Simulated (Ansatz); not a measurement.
# A series in volume scale on HfRu

All results are calculated (Ansatz 0.2.0). Free energy against uniform scaling of the volume at fixed shape and fractions; periodic cell, basis, potentials, k mesh and filling as listed.

The cell before it is scaled or strained (space group Pm-3m, No. 221):
```
HfRu
1.0
      3.2330     0.0000     0.0000
      0.0000     3.2330     0.0000
      0.0000     0.0000     3.2330
Hf Ru
1 1
Direct
  0.00000 0.00000 0.00000
  0.50000 0.50000 0.50000
```

Settings of every row: functional PBEsol; dispersion none; potentials all-electron LAPW; k mesh 7x7x7; k shift 0x0x0; occupations fermi dirac; smearing width 0.15 eV; spin none; basis error target 0.002 eV/atom.

Limits: coarse k mesh, up to 40 meV an atom off; no spin-orbit coupling, which can matter with elements this heavy.

| row | volume scale | V (Å³/atom) | energy above lowest point (meV/atom) |
| --- | --- | --- | --- |
| 1 | 0.94 | 15.882 | 18.5 |
| 2 | 0.96 | 16.22 | 4.2 |
| 3 | 0.98 | 16.558 | 0 |
| 4 | 1 | 16.896 | ? |
| 5 | 1.02 | 17.234 | 18.1 |
| 6 | 1.04 | 17.572 | 38.7 |
| 7 | 1.06 | 17.91 | 65.9 |

Question: what energy above lowest point should row 4 give?

Worked fit of energy above lowest point. Take u = (V_r/V)^(2/3) − 1 with V_r = 16.896 Å³ an atom, which is twice the finite (Eulerian) strain; such expansions in the strain, on which the Birch-Murnaghan equation of state is built, carry the rest volume and the bulk modulus. The shown rows have u = 0.04212, 0.0276, 0.01356, -0.01312, -0.02581, -0.03811. Least squares give energy above lowest point = 4.95 − 687.6 × u + 23952 × u² meV/atom; a straight line predicts inner rows, each left out in turn, worse (root mean square 14 against 0.047 meV/atom). All shown rows lie on it to the printed digit. Its lowest point lies at u = 0.0144, or V = 16.54 Å³ an atom, and the curvature there gives the bulk modulus at fixed shape and fractions, B = (4/9)(1 + u)² E″(u)/V = 212 GPa. The withheld row has u = 0, so the fit gives 4.95 − 687.6 × (0) + 23952 × (0)² = 5.0 meV/atom.

The calculation gave 4.9 meV/atom. The fit lies 0.1 meV/atom (2 % of the value, 0.15 % of the column's range) above it, one unit of the last digit.
